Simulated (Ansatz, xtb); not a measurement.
# CH6BN: which of two isomers lies lower

We compare a, `[BH2-]1C[NH2+]1`, a singlet, with b, `BNC`, a singlet. Both are isolated molecules in the gas phase, relaxed with B3LYP-D3(BJ)/6-311G**; the shapes shown needn't be the lowest conformers.

a (Å):

```xyz
9

C    -0.8477    0.8030    1.6691
B    -1.6477   -0.5142    1.9852
N    -2.2074    0.9836    2.3067
H    -1.3884   -1.1205    2.9812
H    -2.2578   -1.0427    1.1048
H    -2.2177    1.3389    3.2519
H    -2.9230    1.4021    1.7299
H    -0.0532    1.1669    2.3123
H    -0.8123    1.2348    0.6743
```

b (Å):

```yaml
atoms:
  - { symbol: C, position_ang: [-1.6552, 1.5712, 1.6708] }
  - { symbol: B, position_ang: [-1.6854, -0.9245, 2.1678] }
  - { symbol: N, position_ang: [-1.3805, 0.3911, 2.4798] }
  - { symbol: H, position_ang: [-1.3916, -1.7827, 2.9423] }
  - { symbol: H, position_ang: [-2.2329, -1.1624, 1.1339] }
  - { symbol: H, position_ang: [-0.9170, 0.5958, 3.3544] }
  - { symbol: H, position_ang: [-0.7322, 2.0957, 1.4028] }
  - { symbol: H, position_ang: [-2.3066, 2.2751, 2.1991] }
  - { symbol: H, position_ang: [-2.1546, 1.2614, 0.7531] }
```

Quicker runs give these differences E(b) − E(a): GFN2-xTB −1.115 eV; HF/STO-3G −1.157 eV (at GFN2-xTB geometries); r2SCAN-D4/def2-SVP −1.022 eV (at GFN2-xTB geometries).

Task: Estimate E(b) − E(a) at the level CCSD(T)/def2-TZVP.

Result: Calculated at CCSD(T)/def2-TZVP: E(b) − E(a) = −1.123 eV, so structure b lies lower.

Level by level:

```json
{"level": "GFN2-xTB", "geometry": "GFN2-xTB", "E(b) − E(a) (eV)": "−1.115", "departure from the last row (eV)": "+0.008", "job, with rough time for the two": "optimisation, 0.13 s"}
{"level": "HF/STO-3G", "geometry": "GFN2-xTB", "E(b) − E(a) (eV)": "−1.157", "departure from the last row (eV)": "−0.034", "job, with rough time for the two": "single point, 0.2 s"}
{"level": "r2SCAN-D4/def2-SVP", "geometry": "GFN2-xTB", "E(b) − E(a) (eV)": "−1.022", "departure from the last row (eV)": "+0.101", "job, with rough time for the two": "single point, 3.3 s"}
{"level": "B3LYP-D3(BJ)/6-311G**", "geometry": "B3LYP-D3(BJ)/6-311G**", "E(b) − E(a) (eV)": "−1.196", "departure from the last row (eV)": "−0.073", "job, with rough time for the two": "optimisation, 44 s"}
{"level": "HF/def2-TZVP", "geometry": "B3LYP-D3(BJ)/6-311G**", "E(b) − E(a) (eV)": "−1.369", "departure from the last row (eV)": "−0.246", "job, with rough time for the two": "part of the CCSD(T) run"}
{"level": "MP2/def2-TZVP", "geometry": "B3LYP-D3(BJ)/6-311G**", "E(b) − E(a) (eV)": "−1.079", "departure from the last row (eV)": "+0.043", "job, with rough time for the two": "part of the CCSD(T) run"}
{"level": "CCSD(T)/def2-TZVP", "geometry": "B3LYP-D3(BJ)/6-311G**", "E(b) − E(a) (eV)": "−1.123", "departure from the last row (eV)": "", "job, with rough time for the two": "single point, 32 s"}
```

As drawn, b has 1 C–H in place of 1 C–B, 1 N–H. Structure a has a 3-membered ring, b no ring.

The levels shown agree on the order. The largest departure from CCSD(T)/def2-TZVP is that of HF/def2-TZVP, 0.246 eV.

With harmonic frequencies from B3LYP-D3(BJ)/6-311G** (ideal gas, rigid rotor, one conformer each, 1000 K, 1 atm): on the last row, ΔE + ΔZPE = −1.137, ΔH = −1.133, ΔG = −1.228 eV.

The correlated steps freeze 3 core orbitals. Codes used: Ansatz 0.2.0, xtb 6.7.1; the last row on 1 thread of Arm Neoverse V1 on a shared host.

The open-chain isomer b, N-methylaminoborane, lies well below the three-membered ring a, by 1.123 eV at the CCSD(T) level. In b, boron and nitrogen are both three-coordinate, and the nitrogen lone pair donates into the empty boron p orbital, giving the B–N link partial double-bond character. In a, that lone pair is tied up in a σ dative bond between four-coordinate centres, so no such π donation is possible, and the small ring adds angle strain. Together these outweigh the additional σ bond that ring closure provides.

Hartree–Fock in the larger basis exaggerates the preference for b, and MP2 slightly overcorrects it; this suggests that correlation favours the compact, more σ-bonded ring. The close match of GFN2-xTB is probably error cancellation. At 1000 K the free-energy gap exceeds the enthalpy gap, as expected when ring opening frees softer torsional motion, including methyl rotation. The energies say nothing about the barrier to the ring opening and hydrogen shift linking a to b, so a could still be kinetically persistent.
